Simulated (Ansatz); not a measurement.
Moving the functional in Ta4NiO11

The cell as given:

```
CELL_PARAMETERS angstrom
1.95495 -14.82973 0.00000
1.95495 14.82973 0.00000
0.00000 0.00000 3.88590
ATOMIC_POSITIONS crystal
Ta 0.20437 0.79563 0.00000
Ta 0.92451 0.07549 0.00000
Ta 0.07549 0.92451 0.00000
Ta 0.79563 0.20437 0.00000
Ni 0.50000 0.50000 0.00000
O 0.13987 0.86013 0.00000
O 0.72107 0.27893 0.00000
O 0.43645 0.56355 0.00000
O 0.56355 0.43645 0.00000
O 0.00000 0.00000 0.00000
O 0.86013 0.13987 0.00000
O 0.27893 0.72107 0.00000
O 0.92790 0.07210 0.50000
O 0.07210 0.92790 0.50000
O 0.79436 0.20564 0.50000
O 0.20564 0.79436 0.50000
```

The cell comes from a database or a generator and needn't be the stable form of this composition.

Kept alike: task relaxation of cell and atoms; k mesh 5 × 5 × 5; occupations fermi-dirac, width 0.05 eV; collinear spin, ferromagnetic start. Program: Ansatz, Ansatz PAW. Cutoffs run from 420 to 500 eV. The mesh is that of the run's cell of 16 atoms. No spin-orbit coupling.

| functional | volume (Å³/atom) | first edge of the run's cell (Å) | third edge of the run's cell (Å) | largest site moment (μB) |
| --- | --- | --- | --- | --- |
| LDA | 13.428 | 14.692 | 3.834 | 0.29 |
| PBE | 14.073 | 14.946 | 3.885 | 0.31 |
| PBEsol | 13.719 | 14.794 | 3.858 | 0.31 |
| r2SCAN | 13.791 | 14.874 | 3.855 | 1.03 |

The relaxations keep at least the cell's symmetry (Cmmm). For a metal such a mesh leaves the last digits unconverged. Relaxations stop with a little pressure left, so the last digits of a volume or edge aren't settled. Ansatz's relaxations hold a Pulay term in the stress (up to 0.8 GPa here). The runs hold the magnetic state that their start led to, which needn't be the lowest. Site moments count inside each atom's sphere or projector. All rows use potentials made for PBE.

What does the functional change here?

The volume runs from 13.428 (LDA) to 14.073 Å³/atom (PBE). From PBE: LDA -0.645; PBEsol -0.354; r2SCAN -0.282. The first edge of the run's cell runs from 14.692 (LDA) to 14.946 Å (PBE). From PBE: LDA -0.254; PBEsol -0.152; r2SCAN -0.072. The third edge of the run's cell runs from 3.834 (LDA) to 3.885 Å (PBE). From PBE: LDA -0.051; PBEsol -0.027; r2SCAN -0.030. The largest site moment runs from 0.29 (LDA) to 1.03 μB (r2SCAN). From PBE: LDA -0.02; PBEsol +0.00; r2SCAN +0.72.

The volumes follow the familiar order: LDA overbinds and gives the smallest cell, PBE's gradient correction weakens the bonds and gives the largest, and PBEsol and r2SCAN fall between. The third edge departs slightly from this order, with PBEsol and r2SCAN practically level, so r2SCAN's larger volume relative to PBEsol comes from within the plane of the other two edges.

The magnetic response is of another kind. LDA, PBE and PBEsol agree on a weak moment despite their different volumes, whereas r2SCAN gives 1.03 μB, so cell size alone is unlikely to be the cause. Formal charges leave Ni as divalent d8 beside d0 Ta, which makes Ni the probable carrier. In the starting structure its oxygen surroundings are square-planar, a field that favours pairing by raising one d level of σ* character; r2SCAN's stronger exchange splitting probably works against that pairing. Filling this level could also lengthen Ni–O bonds, but the data can't separate that from the functional's direct effect on the lattice. Without a measured structure or moment, the spread doesn't show which functional is most accurate here.
